## How far does a stiff nitride shrink under pressure?

What does a pressure of 10 or 20 GPa do to a nitride? Part of the answer is how much denser the crystal becomes. The other part is how much its enthalpy rises, to be set against the rise for rival structures, since at low temperature the structure with the lowest enthalpy is the stable one. Both can be estimated on paper from two properties of the crystal, its volume and its stiffness. The table gives a calculated case for practice: an ordered aluminium gallium nitride under uniform pressure at zero temperature.

Al3GaN4 (8-atom cell, space group Pm; a = 5.038, b = 3.125, c = 5.410 Å and 10.65 Å³ per atom at zero pressure), cell and atoms relaxed at each pressure with the symmetry kept; changes are relative to zero pressure. Ansatz 0.2.0, r2SCAN, plane-wave PAW, scalar-relativistic, no spin polarisation; cutoff 500 eV, k mesh 6×8×4, Gaussian smearing of 0.02 eV.

| pressure (GPa) | volume change (%) | enthalpy change (eV/atom) | a change (%) | b change (%) | c change (%) |
| --- | --- | --- | --- | --- | --- |
| -2 | 0.98 | -0.134 | 0.35 | 0.32 | 0.32 |
| 0 | 0.00 | 0.000 | 0.00 | 0.00 | 0.00 |
| 2 | -0.94 | 0.132 | -0.34 | -0.30 | -0.31 |
| 5 | -2.28 | 0.328 | -0.82 | -0.74 | -0.74 |
| 10 | -4.32 | 0.650 | -1.58 | -1.40 | -1.41 |
| 20 | -7.88 | 1.273 | -2.93 | -2.57 | -2.59 |

Doubling the pressure from 10 to 20 GPa does not double the shrinkage: the volume change goes from −4.32 % to −7.88 %. The same slowing runs through the whole series. Near zero pressure each GPa removes about half a per cent of the original volume, and between 10 and 20 GPa only about 0.36 %. A useful rule must therefore contain the stiffness of the crystal and also the way in which that stiffness grows.

### Why compression makes the crystal stiffer

The stiffness against uniform pressure is the bulk modulus B: the pressure needed per unit of relative volume loss, for small losses. The rows at −2 and +2 GPa give it directly. Between them the volume changes by 0.98 + 0.94 = 1.92 % while the pressure changes by 4 GPa, so B is 4/0.0192, or about 208 GPa. The last two rows, treated in the same way but relative to the mean of their two volumes, which is 93.9 % of the original, give about 264 GPa. The crystal has become stiffer by roughly a quarter.

The reason lies in the balance of forces that sets the bond lengths. Atoms in a crystal are held together by an attraction that changes slowly with distance, and kept apart by a repulsion that sets in steeply when their electron shells overlap. At zero pressure the two cancel. When the crystal is squeezed, the repulsion grows much faster than the attraction, and its slope grows faster still. Each further step inward therefore costs more pressure than the one before.

A simple model of an ionic solid shows how large this effect should be. Let the energy be an attraction proportional to 1/r and a repulsion proportional to 1/rⁿ, where r is the distance between neighbours. The condition that the forces cancel at zero pressure fixes the ratio of the two terms, and the modulus then rises at first by (n + 7)/3 GPa for each GPa of pressure. Values of n between 5 and 8 give a rise of 4 to 5. The bonds in this nitride are partly covalent, so the model is only a sketch, but a rise of about 4 is common in solids of many kinds.

The table supports that size. The modulus of 264 GPa belongs to a mean pressure of about 15 GPa, so the average rise over that range is (264 − 208)/15, or 3.7 GPa per GPa. The rate of rise is expected to fall slowly as the pressure grows, so its starting value, which is what the model gives, should lie somewhat nearer to 4. The rule below keeps the general value of 4, because a reader with a new material will seldom know anything better. A rise of 4 has a simple meaning: when the volume falls by 1 %, the modulus grows by about 4 %.

### The rule for the volume

Suppose that the modulus starts at B and grows by 4 GPa for each GPa of pressure P. On the way from zero to P its average is B + 2P. Relative to the volume present at each moment, the shrinkage is then close to P/(B + 2P). The table, however, refers every change to the original volume, which is larger than the volume present during compression. To the accuracy needed here, this adds another half P to the denominator:

**volume loss ≈ P / (B + 2.5 P)**

Of the 2.5, then, 2 comes from the physics of stiffening and 0.5 from the choice of reference volume. The only property of the material left in the rule is B, and only the ratio P/B matters. A crystal half as stiff should lose at 10 GPa what this one loses at 20 GPa, provided that its modulus rises at a similar rate and its structure survives.

For 10 GPa the denominator is 208 + 25 = 233 GPa, and the loss is 10/233, or 4.29 %. For 20 GPa it is 208 + 50 = 258 GPa, and the loss is 20/258, or 7.75 %. The table has 4.32 % and 7.88 %. Neither of these rows was used to find B, so both are real tests of the rule.

Up to 10 GPa the rule is thus good to a few hundredths of a percentage point. At 20 GPa it falls short by 0.13 points, which is 1.6 % of the change itself. About half of that shortfall comes from shortening the formula: the full Murnaghan equation, with the same B and the same rise of 4, gives 7.81 %. Part of the rest comes from rounding: the unrounded volumes at −2 and +2 GPa give a B nearer 207 GPa. What is left is of the kind expected when the rise of the modulus slows with pressure, while the Murnaghan equation holds it at 4 throughout.

Leaving out the stiffening costs far more. With the modulus held at 208 GPa, only the half P for the reference volume is added to the denominator. The estimated loss at 20 GPa is then 20/218, or 9.2 %, too large by 1.3 points. At 2 GPa the same neglect changes the result by only about 0.02 points. A constant modulus is therefore good enough for a few GPa, and the growing modulus is needed once the pressure reaches a few per cent of B.

The form of the rule also sets a limit. However high the pressure, the estimated loss never exceeds 1/2.5, or 40 %, and no real crystal knows of such a ceiling. The rule is an expansion for small compression, tested here up to a pressure of about a tenth of B.

### The rule for the enthalpy

The enthalpy H is the internal energy plus the product of pressure and volume. For a crystal at zero temperature, H rises with pressure at a rate equal to the volume V. To find the rise one therefore adds up the volume along the way. Because the volume changes smoothly, its value at half the final pressure is a good average:

**enthalpy change ≈ P × (volume at half of P)**

Take 20 GPa. Half of it is 10 GPa, where the loss has already been estimated as 4.29 %. The data above the table give 10.65 Å³ for each atom, and 1 eV/Å³ equals 160.2 GPa, so pressure times original volume is 20 × 10.65/160.2, or 1.33 eV per atom. Reduced by 4.29 %, this becomes 1.27 eV per atom, in agreement with the table.

The same steps for 10 GPa need the loss at 5 GPa, which is 5/(208 + 12.5), or 2.3 %. They give 0.65 eV per atom, again the value in the table. Over all rows the estimate stays within 1 meV per atom. Such agreement is no discovery about this nitride, because the link between enthalpy and volume is exact. It shows that the computed volumes and energies are consistent, and that the halfway volume is an adequate average.

An enthalpy rise of more than 1 eV per atom may look like a sign of great strain, but very little of it is stored in the bonds. At 20 GPa the internal energy has risen by only 0.049 eV per atom. The rest is the product of pressure and volume, the cost of keeping room for the crystal against the pressure around it. The stored part is small because the pressure does work only through the volume that is lost, and that is less than 8 % of the whole.

This also settles what the enthalpy column can decide. Every structure of the compound pays for its room, so a positive change is no sign of instability. What counts is the difference between two structures. The denser one pays less for each added GPa, and pressure therefore favours it more and more.

### The rule for the edges

If a crystal shrank equally in all directions, each edge would lose about a third of the volume loss. The exact relation is a cube root, which for the estimated loss at 20 GPa gives 2.65 % per edge. The table has 2.57 % for b and 2.59 % for c, but 2.93 % for a. The equal-shrinkage estimate is thus nearly right for two edges and too small by about a tenth for the third.

The odd edge has a special place in the structure. The crystal is a variant of wurtzite, in which each atom has four neighbours, and a runs along the polar axis, the direction in which the puckered atomic layers are stacked. Symmetry doesn't require this direction to be as stiff as those within the layers. At 20 GPa edge a has shrunk 14 % more than b, and from 5 GPa upward the difference is well above the scatter of the calculation. The differences between b and c are too small to build an explanation on.

A crystal of this kind can shorten in two ways, by compressing its bonds or by bending the angles between them. Bending usually costs less. It is a reasonable guess that the layers flatten a little under pressure and so give the polar axis its extra compression. Testing this would take the atomic positions at each pressure, which are not available here. In practice, an estimate for a single edge of a layered or polar crystal deserves less trust than one for the volume.

### What the smooth curve leaves open

All three rules assume that the atoms keep their arrangement, and the calculation made the same assumption by following one structure from row to row. Pure aluminium nitride, a close relative, is reported to change, at pressures in the upper part of this table's range, to the denser rock-salt structure, in which each atom has six neighbours. At such a change the volume drops suddenly, and no rule built on the stiffness of the first structure can foresee it. The last row therefore tells how far this crystal would shrink if it were still wurtzite-like at 20 GPa. Computing the enthalpy of the rock-salt form over the same pressures, and finding where the two curves cross, would show which of the two is the more stable there. A real crystal may still keep the less stable structure for a while beyond the crossing.
